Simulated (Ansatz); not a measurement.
## Ligand exchange: SiH2(CH3)Br + CH5N → SiH2(CH3)(NH2) + CH3Br

Species: SiH2(CH3)Br, singlet; CH5N (methylamine) `CN`, singlet; SiH2(CH3)(NH2), singlet; CH3Br (bromomethane) `CBr`, singlet. The partners trade Br for NH2: Si–Br and C–NH2 bonds give way to Si–NH2 and C–Br.

Shapes, held fixed at every level: PBE0-D4/def2-TZVP. Flexible molecules stand in one conformer, not always the lowest. Programs: Ansatz 0.2.0. The zero-point and thermal change to 298 K, harmonic and unscaled (PBE0-D4/def2-TZVP), is -5.7 kJ/mol.

```
               level                    kind  ΔH(298 K) (kJ/mol)  less CCSD(T)/def2-TZVPP
         HF/def2-SVP            Hartree–Fock               +39.8                    +20.9
r2SCAN-D4/def2-TZVPP                meta-GGA               +22.7                     +3.8
 BHLYP-D4/def2-TZVPP           global hybrid               +22.6                     +3.7
  wB97M-V/def2-TZVPP  range-separated hybrid               +21.6                     +2.7
  wB97X-V/def2-TZVPP  range-separated hybrid               +23.1                     +4.2
   B2PLYP/def2-TZVPP           double hybrid               +18.6                     -0.3
      MP2/def2-TZVPP     perturbation theory               +19.2                     +0.3
  CCSD(T)/def2-TZVPP   coupled cluster or CI               +18.9                      0.0
```

The highest level, CCSD(T)/def2-TZVPP, gives ΔH(298 K) = +18.9 kJ/mol; the levels span +18.6 to +39.8. The column of differences is taken from that level and isn't an error. No measured value is set beside it here. Relativity is left out for Br unless named. Correlated rows may include outer-core shells of Br, which these sets cover unevenly.

The exchange is endothermic at every level, so bromine on silicon and nitrogen on carbon is the enthalpically preferred pairing. Silicon's low electronegativity strengthens its bonds to both bromine and nitrogen through polarity, so the balance depends on which ligand loses more on moving to carbon. That is evidently bromine: its diffuse 4p orbital probably matches silicon's 3p better than carbon's compact 2p, whereas nitrogen overlaps well with carbon. Lone-pair donation from nitrogen into Si–C and Si–H antibonding orbitals helps the aminosilane, but not enough to reverse the order.

MP2 and the double hybrid nearly reproduce the coupled-cluster value, while the other density functionals make the exchange modestly more uphill. The much larger Hartree–Fock value can't be assigned to missing correlation alone, because its basis is also smaller. With two molecules on each side, the entropy change is probably small, which suggests an equilibrium favouring the reactants. This doesn't conflict with the familiar aminolysis of halosilanes, where N–H rather than C–N is cleaved and excess amine captures the hydrogen halide as a salt.
